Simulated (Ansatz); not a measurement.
A series in volume scale on Al

Free energy against uniform scaling of the volume at fixed shape and fractions; periodic cell, basis, potentials, k mesh and filling as listed. The results are calculated, by Ansatz 0.2.0.

The cell before it is scaled or strained (space group P6_3/mmc, No. 194):
```
CELL_PARAMETERS angstrom
2.81250 0.00000 0.00000
-1.40620 2.43570 0.00000
0.00000 0.00000 4.86680
ATOMIC_POSITIONS crystal
Al 0.66667 0.33333 0.75000
Al 0.33333 0.66667 0.25000
```

Settings of every row: functional LDA; dispersion none; potentials PAW; wave cutoff 462.59 eV; density cutoff 1850.4 eV; k mesh 12x12x6; k shift 0x0x0; occupations gaussian; smearing width 0.05 eV; spin none.

Limits: coarse k mesh, up to 40 meV an atom off; the cell comes from a prototype or a list of computed structures and needn't be the stable phase.

| row | volume scale | V (Å³/atom) | pressure (GPa) | energy above lowest point (meV/atom) |
| --- | --- | --- | --- | --- |
| 1 | 0.94 | 15.67 | 1.48 | 1.2 |
| 2 | 0.96 | 16.003 | ? | ? |
| 3 | 0.98 | 16.336 | -1.86 | 2.2 |
| 4 | 1 | 16.67 | -3.31 | 7.6 |
| 5 | 1.02 | 17.003 | -4.59 | 15.9 |
| 6 | 1.04 | 17.337 | -5.67 | 26.6 |
| 7 | 1.06 | 17.67 | -6.57 | 39.4 |

Question: what pressure should row 2 give?

Worked fit of pressure. Take u = (V_r/V)^(2/3) − 1 with V_r = 16.837 Å³ an atom, which is twice the finite (Eulerian) strain; such expansions in the strain, on which the Birch-Murnaghan equation of state is built, carry the rest volume and the bulk modulus. The shown rows have u = 0.04905, 0.02034, 0.00667, -0.00652, -0.01932, -0.03168. Least squares give pressure = −3.972 + 96.58 × u + 397.4 × u² − 2038 × u³ GPa; a parabola predicts inner rows, each left out in turn, worse (root mean square 0.041 against 0.0074 GPa). The rows lie off it by 0.00, 0.00, 0.00, -0.01, 0.00, 0.00. The pressure vanishes at u = 0.0366, or V = 15.95 Å³ an atom, and there the bulk modulus at fixed shape and fractions is B = −V dP/dV = (2/3)(1 + u) dP/du = 81.2 GPa. Letting shape and atoms relax would as a rule lower it, by much in layered, chain or molecular crystals. The withheld row has u = 0.03445, so the fit gives −3.972 + 96.58 × (0.03445) + 397.4 × (0.03445)² − 2038 × (0.03445)³ = -0.26 GPa.

The calculation gave -0.27 GPa. The fit lies 0.01 GPa (3.7 % of the value, 0.12 % of the column's range) above it, one unit of the last digit.

The other values of row 2: energy above lowest point 0 meV/atom.
